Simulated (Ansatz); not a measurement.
TiRh: the change of energy less free atoms and pressure with volume scale

All results are calculated (Ansatz 0.2.0). Periodic Kohn-Sham DFT of a crystal at fixed atoms, scaled to volume_scale times the given cell; pressure positive in compression, energy less spherical unpolarised free atoms, largest_vzz the field gradient of largest size among the nuclei.

The cell before it is scaled or strained (space group P4/mmm, No. 123):
```
TiRh
1.0
      2.9880     0.0000     0.0000
      0.0000     2.9880     0.0000
      0.0000     0.0000     3.3500
Ti Rh
1 1
Direct
  0.50000 0.50000 0.50000
  0.00000 0.00000 0.00000
```

Settings of every row: method all-electron LAPW; functional PBEsol; relativity scalar; k mesh 11x11x10; filling fermi-dirac; smearing width 0.05 eV; basis error target 1 meV/atom; nucleus gaussian.

Atom start moment: 0 on all atoms.

| row | volume scale | V (Å³/atom) | energy less free atoms (eV/atom) | pressure (GPa) |
| --- | --- | --- | --- | --- |
| 1 | 0.94 | 14.057 | -8.4246 | 6.066 |
| 2 | 0.96 | 14.356 | ? | ? |
| 3 | 0.98 | 14.656 | -8.4298 | -2.933 |
| 4 | 0.99 | 14.805 | -8.4262 | -4.884 |
| 5 | 1 | 14.955 | -8.4207 | -6.73 |
| 6 | 1.01 | 15.104 | -8.4136 | -8.473 |
| 7 | 1.02 | 15.254 | -8.4049 | -10.121 |
| 8 | 1.04 | 15.553 | -8.3832 | -13.15 |
| 9 | 1.06 | 15.852 | -8.356 | -15.852 |

Question: what energy less free atoms and pressure should row 2 give?

Worked fit of energy less free atoms. Take u = (V_r/V)^(2/3) − 1 with V_r = 15.029 Å³ an atom, which is twice the finite (Eulerian) strain; such expansions in the strain, on which the Birch-Murnaghan equation of state is built, carry the rest volume and the bulk modulus. The shown rows have u = 0.04558, 0.0169, 0.01006, 0.0033, -0.00331, -0.00986, -0.02259, -0.03492. Least squares give energy less free atoms = −8.41741 − 1.0652 × u + 19.894 × u² eV/atom; a straight line predicts inner rows, each left out in turn, worse (root mean square 0.01 against 7.8e-05 eV/atom). The rows lie off it by 0.0000, -0.0001, -0.0001, 0.0000, 0.0001, 0.0001, 0.0000, 0.0000. Its lowest point lies at u = 0.0268, or V = 14.45 Å³ an atom, and the curvature there gives the bulk modulus at fixed shape and fractions, B = (4/9)(1 + u)² E″(u)/V = 207 GPa. Letting shape and atoms relax would as a rule lower it, by much in layered, chain or molecular crystals. The withheld row has u = 0.03101, so the fit gives −8.41741 − 1.0652 × (0.03101) + 19.894 × (0.03101)² = -8.4313 eV/atom.

The calculation gave -8.4314 eV/atom. The fit lies 0.0001 eV/atom (0.13 % of the column's range) above it, one unit of the last digit.

Worked fit of pressure. Take u = (V_r/V)^(2/3) − 1 with V_r = 15.029 Å³ an atom, which is twice the finite (Eulerian) strain; such expansions in the strain, on which the Birch-Murnaghan equation of state is built, carry the rest volume and the bulk modulus. The shown rows have u = 0.04558, 0.0169, 0.01006, 0.0033, -0.00331, -0.00986, -0.02259, -0.03492. Least squares give pressure = −7.6071 + 262.94 × u + 787.98 × u² + 544 × u³ GPa; a parabola predicts inner rows, each left out in turn, worse (root mean square 0.0086 against 0.004 GPa). The rows lie off it by 0.000, 0.003, -0.002, 0.001, -0.004, 0.003, 0.001, -0.001. The pressure vanishes at u = 0.0267, or V = 14.45 Å³ an atom, and there the bulk modulus at fixed shape and fractions is B = −V dP/dV = (2/3)(1 + u) dP/du = 210 GPa. Letting shape and atoms relax would as a rule lower it, by much in layered, chain or molecular crystals. The withheld row has u = 0.03101, so the fit gives −7.6071 + 262.94 × (0.03101) + 787.98 × (0.03101)² + 544 × (0.03101)³ = 1.321 GPa.

The calculation gave 1.316 GPa. The fit lies 0.005 GPa (0.023 % of the column's range) above it; its largest miss of a shown row is 0.004 GPa.
